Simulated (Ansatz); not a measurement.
**Group exchange: C2H2F3I + H3NO → C2H4F3N + HOI**

Gas-phase species: C2H2F3I (1,1,1-trifluoro-2-iodoethane) `FC(F)(F)CI`, singlet; H3NO `NO`, singlet; C2H4F3N (2,2,2-trifluoroethylamine) `NCC(F)(F)F`, singlet; HOI (hypoiodous acid) `OI`, singlet. The partners trade I for NH2: C–I and O–NH2 bonds give way to C–NH2 and O–I.

Shapes, held fixed at every level: PBE0-D4/def2-TZVP. Flexible molecules stand in one conformer, not always the lowest. Programs: Ansatz 0.2.0. The zero-point and thermal change to 298 K, harmonic and unscaled (PBE0-D4/def2-TZVP), is -1.3 kJ/mol.

```tsv
level	kind	ΔH(298 K) (kJ/mol)	less CCSD(T)/def2-TZVPP
HF/def2-SVP	Hartree–Fock	-60.4	+3.4
SPW92/def2-TZVPP	LDA	-68.7	-4.9
BHLYP-D4/def2-TZVPP	global hybrid	-69.2	-5.4
PBE0-D4/def2-TZVPP	global hybrid	-64.0	-0.2
wB97M-V/def2-TZVPP	range-separated hybrid	-67.3	-3.5
CCSD(T)/def2-SVP	coupled cluster or CI	-55.9	+7.9
CCSD/def2-TZVPP	coupled cluster or CI	-64.7	-0.9
CCSD(T)/def2-TZVPP	coupled cluster or CI	-63.8	0.0
```

The highest level, CCSD(T)/def2-TZVPP, gives ΔH(298 K) = -63.8 kJ/mol; the levels span -69.2 to -55.9. The column of differences is taken from that level and isn't an error. No measured value is set beside it here. For atoms past krypton def2 sets carry core potentials with scalar relativity. Outer-core shells of I are correlated, in sets that cover them unevenly.

The exchange is exothermic at every level, with ΔH(298 K) = -63.8 kJ/mol at the highest. The main reason is probably the loss of the N–O single bond in hydroxylamine, weakened by repulsion between lone pairs on adjacent atoms, in favour of a much stronger C–N bond. Trading C–I for O–I matters less, since both are fairly weak bonds to a large, diffuse iodine atom.

Perturbative triples barely alter the result, as expected for closed-shell molecules with the number of single bonds conserved. The basis matters far more: CCSD(T) moves from -55.9 to -63.8 kJ/mol between the two sets, so the larger one can't be assumed converged. PBE0-D4's near-coincidence with CCSD(T) therefore doesn't establish its accuracy. Nor does the Hartree–Fock difference isolate correlation, because it also contains a change of basis; within def2-SVP, correlation makes the reaction less exothermic. The sign of the enthalpy is well supported, but it says nothing about the barrier to a direct exchange.
